\section*{How far below $T_c$ the square-root gap holds: ultrasound in indium}

The square-root law for the BCS gap assumes that the gap is small compared with the lowest Matsubara energy, $\Delta \ll \pi k_B T$, which is the same as $1-T/T_c \ll 1$. Nothing in the law says how small is small enough. This page shows the three places where the assumption is used, derives the next term, and sizes it for longitudinal ultrasound in indium.

Conventions: $t = 1 - T/T_c$. Energies are measured from the Fermi level and quoted in $\mu$eV. The Matsubara energies are $\omega_n = (2n+1)\pi k_B T$. $N(0)$ is the normal density of states per spin, $V$ a constant attraction cut off at $|\xi| = \hbar\omega_D$, and $\gamma$ is Euler's constant. The gap is isotropic and the coupling weak until the section on competing effects.

\subsection*{The gap equation with the coupling eliminated}

With $E = \sqrt{\xi^2+\Delta^2}$,
\begin{equation}
\frac{1}{N(0)V} = \int_0^{\hbar\omega_D} d\xi\, \frac{\tanh(E/2k_BT)}{E}.
\label{eq:bcs}
\end{equation}
For $\Delta = 0$ and $\hbar\omega_D \gg k_BT$ the integral equals $\ln(2e^{\gamma}\hbar\omega_D/\pi k_BT)$, and at $T_c$ this equals $1/N(0)V$. At $T=0$ the integral is $\ln(2\hbar\omega_D/\Delta_0)$, so $\Delta_0 = \pi e^{-\gamma}k_BT_c = 1.764\,k_BT_c$. Subtracting Eq.~\eqref{eq:bcs} from the $\Delta=0$ integral at the same $T$ gives
\begin{equation}
\ln\frac{T_c}{T} = \int_0^{\infty} d\xi \left[\frac{\tanh(\xi/2k_BT)}{\xi} - \frac{\tanh(E/2k_BT)}{E}\right].
\label{eq:diff}
\end{equation}
The bracket falls as $\Delta^2/2\xi^3$, so the upper limit was sent to infinity. Insert $\tanh(E/2k_BT)/E = 4k_BT\sum_{n\ge0}(\omega_n^2+E^2)^{-1}$ and use $\int_0^\infty d\xi\,(\xi^2+w^2)^{-1} = \pi/2w$. With $L = \ln(T_c/T)$ and $y = (\Delta/\pi k_BT)^2$,
\begin{equation}
L = 2\sum_{n=0}^{\infty}\left[\frac{1}{2n+1} - \frac{1}{\sqrt{(2n+1)^2+y}}\right].
\label{eq:full}
\end{equation}
Equation~\eqref{eq:full} holds at all $T<T_c$ within weak-coupling BCS. We call its numerical root the full solution.

\subsection*{Where the assumption enters}

Expand each term in $y$, with $m=2n+1$:
\begin{equation}
2\left[\frac1m - \frac{1}{\sqrt{m^2+y}}\right] = \frac{y}{m^3} - \frac{3y^2}{4m^5} + \frac{5y^3}{8m^7} - \dots
\end{equation}
Since $\sum_{n\ge0}(2n+1)^{-p} = (1-2^{-p})\zeta(p)$,
\begin{equation}
L = a_1 y - a_2 y^2 + a_3 y^3 - \dots,
\label{eq:series}
\end{equation}
\begin{equation}
a_1 = \frac{7\zeta(3)}{8} = 1.0518,\qquad a_2 = \frac{93\zeta(5)}{128} = 0.7534,\qquad a_3 = \frac{635\zeta(7)}{1024} = 0.6253 .
\end{equation}
The $n=0$ term has a branch point at $y=-1$, so the series converges for $\Delta<\pi k_BT$. Setting $y=1$ in Eq.~\eqref{eq:full} places that limit at $T = 0.53\,T_c$. The coefficients are all of order one, so convergence is no faster than powers of $y$, and $y$ is already 0.108 at $t = 0.1$.

The square-root law needs three truncations:
\begin{enumerate}
\item Eq.~\eqref{eq:series} is cut after $a_1y$;
\item $L = t + t^2/2 + t^3/3 + \dots$ is replaced by $t$;
\item $\pi k_BT = \pi k_BT_c(1-t)$ in the definition of $y$ is replaced by $\pi k_BT_c$.
\end{enumerate}
The result is
\begin{equation}
\Delta_{\rm sq} = K k_BT_c\sqrt{t},\qquad K = \pi\sqrt{\frac{8}{7\zeta(3)}} = 3.063,\qquad \Delta_{\rm sq} = 1.737\,\Delta_0\sqrt{t}.
\label{eq:sq}
\end{equation}
Because $y\simeq t/a_1$, each truncation drops a term of relative order $t$. They are one assumption and have to be lifted together.

\subsection*{The first correction}

Invert Eq.~\eqref{eq:series} by iteration. From $y = (L + a_2y^2 - a_3y^3)/a_1$,
\begin{equation}
y = \frac{L}{a_1}\left[1 + bL + dL^2 + \dots\right],\qquad b = \frac{a_2}{a_1^2} = \frac{93\zeta(5)}{98\zeta(3)^2} = 0.6810,
\label{eq:inv}
\end{equation}
with $d = 2b^2 - a_3/a_1^3 = 0.3902$. Substituting the series for $L$,
\begin{equation}
y = \frac{t}{a_1}\left[1 + p_1 t + p_2t^2+\dots\right],\qquad p_1 = \tfrac12 + b = 1.1810,\qquad p_2 = \tfrac13 + b + d = 1.4045 .
\end{equation}
The square root gives the gap in units of the actual temperature,
\begin{equation}
\frac{\Delta}{k_BT} = K\sqrt{t}\,\left[1 + q_1t + q_2t^2+\dots\right],\qquad q_1 = \frac{p_1}{2} = 0.5905,\qquad q_2 = \frac{p_2}{2}-\frac{p_1^2}{8} = 0.5279,
\label{eq:u}
\end{equation}
and multiplying by $T/T_c = 1-t$ gives the gap itself,
\begin{equation}
\Delta(T) = K k_BT_c\sqrt{t}\,\left[1 - c_1t - c_2t^2 - \dots\right],
\label{eq:result}
\end{equation}
\begin{equation}
c_1 = \frac34 - \frac{93\zeta(5)}{196\zeta(3)^2} = 0.4095,\qquad c_2 = q_1 - q_2 = 0.0626 .
\end{equation}
The square-root law overestimates the gap, by a fraction $c_1t$ to first order. The coefficient of $t$ in the bracket is a sum of three pieces, one for each truncation: $+b/2 = +0.3405$ from the $\zeta(5)$ term, $+1/4$ from the logarithm and $-1$ from the shrinking Matsubara energy. The $\zeta(5)$ piece is positive because the depairing sum in Eq.~\eqref{eq:full} grows more slowly than linearly in $y$, so a larger gap is needed to balance a given $L$.

The partial cancellation sets a trap. It is tempting to improve the law by keeping $L = a_1y$ with the exact logarithm and the exact $T$, that is $\Delta = \pi k_BT\sqrt{L/a_1}$. This lifts truncations 2 and 3 only and has bracket $1 - \tfrac34 t$. It overshoots the needed correction and lands below the full solution.

\subsection*{What ultrasound sees}

A longitudinal wave couples to the electron density, which is even under time reversal. For a sound quantum $hf$ much smaller than $\Delta$ and $k_BT$, only thermally excited quasiparticles absorb. The coherence factor $1-\Delta^2/E^2$ cancels the squared density of states $E^2/(E^2-\Delta^2)$, and the electronic attenuation relative to its normal-state value at the same temperature is
\begin{equation}
\frac{\alpha_s}{\alpha_n} = 2\int_\Delta^\infty dE\left(-\frac{\partial f_0}{\partial E}\right) = \frac{2}{e^{u}+1},\qquad u=\frac{\Delta}{k_BT},
\label{eq:alpha}
\end{equation}
where $f_0$ is the Fermi function. The experiment returns $u = \ln(2\alpha_n/\alpha_s-1)$, the quantity in Eq.~\eqref{eq:u}. Transverse waves are excluded here, since Meissner screening removes their electromagnetic coupling just below $T_c$. Expanding Eq.~\eqref{eq:alpha} as $1 - u/2 + u^3/24$ and inserting Eq.~\eqref{eq:u},
\begin{equation}
\frac{\alpha_s}{\alpha_n} = 1 - \frac{K}{2}t^{1/2} + \left(\frac{K^3}{24} - \frac{Kq_1}{2}\right)t^{3/2}+\dots = 1 - 1.532\,t^{1/2} + 0.293\,t^{3/2}+\dots
\label{eq:alphaser}
\end{equation}
If $\Delta_{\rm sq}$ is divided by the actual $k_BT$, then $q_1$ is replaced by 1 and the last coefficient becomes $-0.334$. The correction shifts that coefficient by $Kc_1/2 = 0.627$ and reverses its sign. If $\Delta_{\rm sq}$ is divided by $k_BT_c$, $u$ comes out too small by the fraction $q_1t$, a larger miss in the other direction. Always record which temperature was used.

\subsection*{Size in indium}

Typical inputs for bulk In, all approximate: $T_c = 3.41$ K, Debye temperature $110$ K, logarithmic phonon average $\hbar\omega_{\ln}/k_B = 68$ K, mean-square gap anisotropy $\langle a^2\rangle = 0.02$. Assumed for the apparatus: $f = 50$ MHz and an uncertainty $\delta T_c = 1$ mK. Then $k_BT_c = 293.9\ \mu$eV, the amplitude is $Kk_BT_c = 900.1\ \mu$eV and the model's $\Delta_0$ is $518\ \mu$eV. The table compares approximations to one model, which is why it carries four figures. The entries belong to isotropic weak-coupling BCS with this $T_c$ and are not gaps of the metal to that precision. $\Delta_1$ is Eq.~\eqref{eq:result} with $c_1$ only, and the excess is $\Delta_{\rm sq}/\Delta_{\rm full}-1$. Both attenuation columns use Eq.~\eqref{eq:alpha} with the actual $T$.

\begin{center}
\begin{tabular}{cccccccc}
\hline
$t$ & $T_c-T$ (mK) & $\Delta_{\rm sq}$ ($\mu$eV) & $\Delta_1$ ($\mu$eV) & $\Delta_{\rm full}$ ($\mu$eV) & excess (\%) & $(\alpha_s/\alpha_n)_{\rm sq}$ & $(\alpha_s/\alpha_n)_{\rm full}$ \\
\hline
0.02 & 68.2 & 127.3 & 126.3 & 126.3 & 0.8 & 0.7825 & 0.7842 \\
0.05 & 170.5 & 201.3 & 197.2 & 197.1 & 2.1 & 0.6543 & 0.6609 \\
0.10 & 341.0 & 284.6 & 273.0 & 272.8 & 4.3 & 0.5084 & 0.5256 \\
0.20 & 682.0 & 402.6 & 369.6 & 368.5 & 9.2 & 0.3057 & 0.3451 \\
\hline
\end{tabular}
\end{center}

The single term $c_1t$ reduces the truncation error from 4.3 to 0.07 per cent at $t=0.1$ and from 9.2 to 0.3 per cent at $t=0.2$. In the attenuation ratio the bare law is low by 0.017 and 0.039 at these two points. The half-improved form $\pi k_BT\sqrt{L/a_1}$ gives $263.0\ \mu$eV at $t=0.1$, which is 3.6 per cent below the full solution and so hardly closer than the bare law. The correction reaches one per cent at $t = 0.01/c_1 = 0.024$, or 83 mK below $T_c$.

\paragraph{Bias in a fit.} Suppose $\Delta = A\sqrt t$ is fitted, unweighted and with $T_c$ known, to points spread evenly over $0<t<t_m$. Minimising the squared residual gives
\begin{equation}
\frac{A}{Kk_BT_c} = \frac{\int_0^{t_m} t\,(1-c_1t)\,dt}{\int_0^{t_m}t\,dt} = 1 - \tfrac23c_1t_m = 1 - 0.273\,t_m .
\end{equation}
A window $t_m=0.1$ lowers $A$ by 2.7 per cent. Converting with $A = 1.737\,\Delta_0$ would then return $2\Delta_0/k_BT_c = 3.43$ from data that obey BCS exactly, where the ratio is 3.53.

\paragraph{The other end of the window.} Moving closer to $T_c$ trades this bias for another. A wrong $T_c$ shifts $t$ by about $\delta T_c/T_c$ and $\sqrt t$ by the fraction $\delta T_c/2T_ct$. This equals $c_1t$ at
\begin{equation}
t^* = \sqrt{\frac{\delta T_c}{2c_1T_c}} = 0.019,
\end{equation}
which is 65 mK below $T_c$, where each effect is 0.8 per cent. Below $t^*$ the thermometry and the width of the transition matter more than the truncation, and above $t^*$ the truncation does.

\subsection*{Competing effects}

\paragraph{Negligible.} The sound quantum is $hf = 0.21\ \mu$eV. Pair breaking, $hf>2\Delta$, is confined to $t<(hf/2Kk_BT_c)^2 = 1.3\times10^{-8}$, and the finite-frequency change of Eq.~\eqref{eq:alpha} is of order $hf/k_BT_c = 7\times10^{-4}$. The tail added in Eq.~\eqref{eq:diff} is $\int_{\hbar\omega_D}^\infty d\xi\,\Delta^2/2\xi^3 = \Delta^2/4(\hbar\omega_D)^2$. Removing it lowers $a_1$ by $(\pi k_BT/2\hbar\omega_D)^2$ and raises the amplitude by the fraction $(\pi k_BT_c/\hbar\omega_D)^2/8a_1$, or 0.1 per cent.

\paragraph{Anisotropy.} In a clean crystal take a separable attraction $V(1+a_{\mathbf k})(1+a_{\mathbf k'})$ with Fermi-surface average $\langle a\rangle=0$. Then $\Delta_{\mathbf k} = \bar\Delta(T)(1+a_{\mathbf k})$, every term of the gap equation is weighted by $(1+a)^2$, and $y$ becomes $\bar y(1+a)^2$. With $M_j=\langle(1+a)^j\rangle$,
\begin{equation}
M_2L = a_1M_4\,\bar y - a_2M_6\,\bar y^2+\dots
\end{equation}
To first order in $\langle a^2\rangle$, with the third moment dropped, $M_j = 1+\tfrac12 j(j-1)\langle a^2\rangle$. The amplitude of $\bar\Delta$ is multiplied by $\sqrt{M_2/M_4}\simeq1-\tfrac52\langle a^2\rangle$, a drop of about 5 per cent. The coefficient $b$ is multiplied by $M_2M_6/M_4^2\simeq1+4\langle a^2\rangle$, so $c_1$ moves to 0.38, which changes the gap at $t=0.1$ by only 0.3 per cent. When the electron mean free path exceeds the sound wavelength, the wave couples to the belt of the Fermi surface where the velocity is nearly perpendicular to the wave vector. The amplitude then carries the factor $1+a$ of that belt, and the rms value of $a$ over the Fermi surface is 14 per cent.

\paragraph{Strong coupling.} An approximate interpolation through Eliashberg solutions, recalled here and not derived, raises $2\Delta_0/k_BT_c$ by the fraction $12.5\,(k_BT_c/\hbar\omega_{\ln})^2\ln(\hbar\omega_{\ln}/2k_BT_c)$. For the In inputs this is about 7 per cent. It refers to $T=0$. We take it only as the order of size of the change in $K$. Strong coupling also modifies $c_1$, and through quasiparticle damping Eq.~\eqref{eq:alpha}, by amounts not computed on this page.

So in In the truncation term is one of three effects of several per cent. It matches the 5 per cent from anisotropy at $t=0.12$ and the 7 per cent from strong coupling at $t=0.18$. The difference lies in the dependence on $t$. The other two act mainly on the amplitude and survive as $t\to0$, while $c_1t$ vanishes there and grows with the window. The amplitude is the material information that a run is meant to deliver, and an uncorrected fit over $t_m=0.1$ contaminates it at about half the size of the anisotropy shift of the mean gap.

\paragraph{Aluminium beside it.} The coefficients $K$, $c_1$ and $c_2$ contain no material parameter, so the wiring metal Al needs only a change of scale. With the typical values $T_c=1.18$ K and $\hbar\omega_{\ln}/k_B = 300$ K, the model's amplitude is $311\ \mu$eV and the one per cent point lies 29 mK below $T_c$. The strong-coupling estimate falls to 0.1 per cent, so in an Al sample whose anisotropy is averaged out by impurity scattering $c_1t$ is the leading departure from Eq.~\eqref{eq:sq} for $t>t^*$.

\subsection*{Working rule}

Convert the attenuation to $u$ with the measured $T$, form $\Delta = uk_BT$, and fit $\Delta = A\sqrt t\,(1-c_1t)$ with $c_1$ fixed at 0.41 and $A$ free. Within isotropic weak-coupling BCS the residual truncation error stays at or below 0.3 per cent out to $t=0.2$. Beyond that, solve Eq.~\eqref{eq:full}. A fitted $A$ that still differs from $3.063\,k_BT_c$ can then be discussed in terms of anisotropy and strong coupling, provided the non-electronic background has been removed from both $\alpha_s$ and $\alpha_n$.